Hf₂Si is a metal in which hafnium supplies partly filled d bands. How much Hf character lies in the empty states between 4.0 and 4.8 eV above the Fermi energy? The states at lower energy allow a forecast, because an atomic shell holds a fixed number of states, and whatever has not appeared lower down must appear higher up.

Hf₂Si (I4/mcm, unrelaxed Materials Project cell), computed with Ansatz 0.2.0: r2SCAN, scalar-relativistic frozen-core PAW, no spin polarization, 500 eV cutoff, 9 × 9 × 9 k points, 0.05 eV Fermi-Dirac smearing. The density of states per Hf atom is projected on Löwdin orbitals, with tetrahedra and 0.4 eV windows; energies are measured from the Fermi energy.

```
energy (eV)  s (states/(eV atom))  d (states/(eV atom))  f (states/(eV atom))
      -10.8                  0.05                  0.01                  0.01
      -10.4                  0.08                  0.03                  0.01
      -10.0                  0.07                  0.05                  0.01
       -9.6                  0.05                  0.05                  0.00
       -9.2                  0.02                  0.03                  0.00
       -8.8                  0.02                  0.04                  0.00
       -8.4                  0.01                  0.04                  0.00
       -8.0                  0.01                  0.04                  0.00
       -7.6                  0.01                  0.04                  0.00
       -7.2                  0.01                  0.04                  0.00
       -6.8                  0.01                  0.04                  0.00
       -6.4                  0.02                  0.07                  0.00
       -6.0                  0.05                  0.05                  0.00
       -5.6                  0.10                  0.06                  0.00
       -5.2                  0.12                  0.09                  0.00
       -4.8                  0.12                  0.15                  0.00
       -4.4                  0.10                  0.18                  0.00
       -4.0                  0.08                  0.19                  0.00
       -3.6                  0.07                  0.23                  0.00
       -3.2                  0.07                  0.23                  0.00
       -2.8                  0.07                  0.25                  0.00
       -2.4                  0.09                  0.46                  0.00
       -2.0                  0.08                  0.58                  0.00
       -1.6                  0.09                  0.78                  0.00
       -1.2                  0.09                  1.33                  0.00
       -0.8                  0.09                  1.60                  0.00
       -0.4                  0.04                  0.86                  0.00
        0.0                  0.01                  0.42                  0.00
        0.4                  0.02                  0.40                  0.00
        0.8                  0.04                  0.61                  0.00
        1.2                  0.03                  0.67                  0.00
        1.6                  0.02                  0.81                  0.00
        2.0                  0.02                  0.97                  0.00
        2.4                  0.02                  0.64                  0.00
        2.8                  0.03                  0.78                  0.00
        3.2                  0.03                  0.65                  0.00
        3.6                  0.04                  0.74                  0.00
        4.0                     ?                     ?                     ?
        4.4                     ?                     ?                     ?
        4.8                     ?                     ?                     ?
```

The columns s, d and f give the density of states that belongs to Hf orbitals of each kind. A value multiplied by the width of its energy window, 0.4 eV, is a number of states per Hf atom. Adding up the windows therefore keeps a running account of each shell, much like a material balance.

**From -10.8 to -6.8 eV.** The Hf densities are low in these deep states. The likely main owner is silicon: its 3s orbitals lie low in energy, and neighbouring Hf orbitals mix into the bands that they form. That assignment is a guess here, which a projection on Si would test. For the account it matters little, since all these windows together hold only about 0.2 d states per Hf atom.

**From -6.4 to -2.8 eV.** The s column passes through its highest values, 0.12, while d climbs slowly to 0.25. Orbitals on neighbouring atoms combine into bonding states, which lie low, and antibonding states, which lie high. In a compound of this kind the bonding states at these energies are expected to join Hf s and d with Si 3p. Part of the Hf d shell is thus drawn down well below the main d peak.

**From -2.4 eV to the Fermi energy.** Here d, already larger than s from -4.8 eV upward, becomes dominant, with a peak of 1.60 at -0.8 eV. It then falls to 0.42 at the Fermi energy, almost four times lower. This is a pseudogap, a dip that does not reach zero, so the compound remains a metal. Such dips often separate mainly bonding from mainly antibonding states, though the densities alone do not show which is which.

By the Fermi energy about 3.1 d states per Hf atom have been filled, out of the ten that five d orbitals offer to electrons of both spins. The exact count depends on how the electrons are shared out among atomic orbitals, so it is not an oxidation state. Its message is nevertheless plain: hafnium stands early in its transition series, has few electrons for its d shell, and must keep most of that shell above the Fermi energy. In a metal further along the series more of the d shell is filled, and less of it is left for the empty states.

**From 0.4 to 3.6 eV.** After the dip, d recovers and runs unevenly between about 0.6 and 1.0 from 0.8 eV onward. The small ups and downs deserve little trust, because spin-orbit coupling, which is left out, can shift fine structure in the d bands of so heavy an atom. The average from 0.8 to 3.6 eV, 0.73, is sounder. It gives the first estimate for the withheld rows: the d density simply carries on as before.

The second estimate comes from the account. Up to 3.8 eV, the upper end of the last known window, 5.68 d states have appeared, if the little d weight that may lie below the table is neglected. If the rest are spread evenly up to an assumed band edge at 8 eV, their density is

$$\frac{10-5.68}{8-3.8}\approx 1.03\ \text{states/(eV atom)}.$$

The weak point is the edge, which is a rough assumption. Placing it at 7 eV raises the estimate to 1.35, and placing it at 10 eV lowers it to 0.70. There is also a physical reason for caution: high in energy, d orbitals mix with states that resemble free electrons, and part of their weight may trail far upward.

Neither estimate has a clear advantage, so the forecast for d is their midpoint, 0.88 ± 0.35 in each of the three rows. The bar is a judgement, not a statistical error. The d band should not end before 5 eV, but a model without peaks cannot put the three rows in order.

For s the forecast is 0.04 ± 0.03 in each row, the last known value carried on. An s orbital reaches far out and overlaps strongly with its neighbours, so most of its remaining weight should be spread over higher energies. For f it is 0.00 ± 0.01: the filled 4f shell of hafnium lies deeper than the table reaches, so by the same kind of account almost nothing of it is left for the empty states.

The withheld rows as computed:

```
energy (eV)  s (states/(eV atom))  d (states/(eV atom))  f (states/(eV atom))
        4.0                  0.05                  1.05                  0.00
        4.4                  0.05                  1.08                  0.00
        4.8                  0.07                  1.03                  0.00
```

**From 4.0 to 4.8 eV.** All three d values fall within the forecast range, and the band indeed continues to the end of the table. Yet each of them lies above the forecast, by 0.15 to 0.20 states/(eV atom). A shortfall of the same sign and similar size in every row points to the level that was chosen, not to scatter.

The first estimate is what pulled the forecast down. It assumed that the stretch just above the pseudogap was typical of the empty d band, but the three new values exceed every earlier one above the Fermi energy. The empty d states are therefore denser here than nearer the dip. In the general picture of bonding these are mainly antibonding states, but the densities alone do not show why they crowd together here.

The second estimate, 1.03, comes close to the computed mean of 1.05. The agreement depends on the assumed edge at 8 eV, and it does not show that the band really ends there. About 3.1 d states per Hf atom remain above 5.0 eV, and they could end in a fairly sharp edge or in a long tail. Three neighbouring windows cannot tell these apart.

The s forecast was also too low in every row. The first two values miss by only 0.01, while the last, 0.07, sits at the very limit of the range. Carrying on the last known value allowed for no rise, and s does rise slightly here. Even so, the three windows take up only about 0.07 states, $0.4\times(0.05+0.05+0.07)$, of the roughly 1.2 still due, so most of the s weight does lie higher. The f forecast holds in all three rows.

Neither estimate used the withheld rows; the printed analysis below lists the counts, the forecasts and the misses. With the assumed edge at 8 eV, the account of states came closer than the average of the last stretch. With the edge at 10 eV it would have given 0.70 and done slightly worse, so its success rests partly on that choice. The account fixes how much must come, while the energy range over which it comes has to be supplied by other knowledge of the bands.

The analysis program printed:

```
Hf d states below the Fermi energy (per Hf atom): 3.092
Hf s states below the Fermi energy (per Hf atom): 0.65
Hf d states below -6.2 eV (per Hf atom): 0.192
highest known d density over d density at the Fermi energy (ratio): 3.81
Hf d states counted up to 3.8 eV (per Hf atom): 5.684
Hf d states left above 3.8 eV out of ten (per Hf atom): 4.316
Hf s states left above 3.8 eV out of two (per Hf atom): 1.248
estimate A, mean d density from 0.8 to 3.6 eV (states/(eV atom)): 0.7338
rms scatter of d about that mean (states/(eV atom)): 0.1112
estimate B, remaining d states spread up to 8 eV (states/(eV atom)): 1.028
estimate B with the edge at 7 eV (states/(eV atom)): 1.349
estimate B with the edge at 10 eV (states/(eV atom)): 0.6961
d forecast at 4.0, 4.4, 4.8 eV, error bar 0.35 (states/(eV atom)): 0.8807, 0.8807, 0.8807
s forecast at 4.0, 4.4, 4.8 eV, error bar 0.03 (states/(eV atom)): 0.04, 0.04, 0.04
f forecast at 4.0, 4.4, 4.8 eV, error bar 0.01 (states/(eV atom)): 0, 0, 0
computed d at 4.0, 4.4, 4.8 eV (states/(eV atom)): 1.05, 1.08, 1.03
d forecast less computed d (states/(eV atom)): -0.1693, -0.1993, -0.1493
computed s at 4.0, 4.4, 4.8 eV (states/(eV atom)): 0.05, 0.05, 0.07
s forecast less computed s (states/(eV atom)): -0.01, -0.01, -0.03
computed f at 4.0, 4.4, 4.8 eV (states/(eV atom)): 0, 0, 0
mean computed d of the three withheld rows (states/(eV atom)): 1.053
Hf d states left above 5.0 eV after the reveal (per Hf atom): 3.052
```
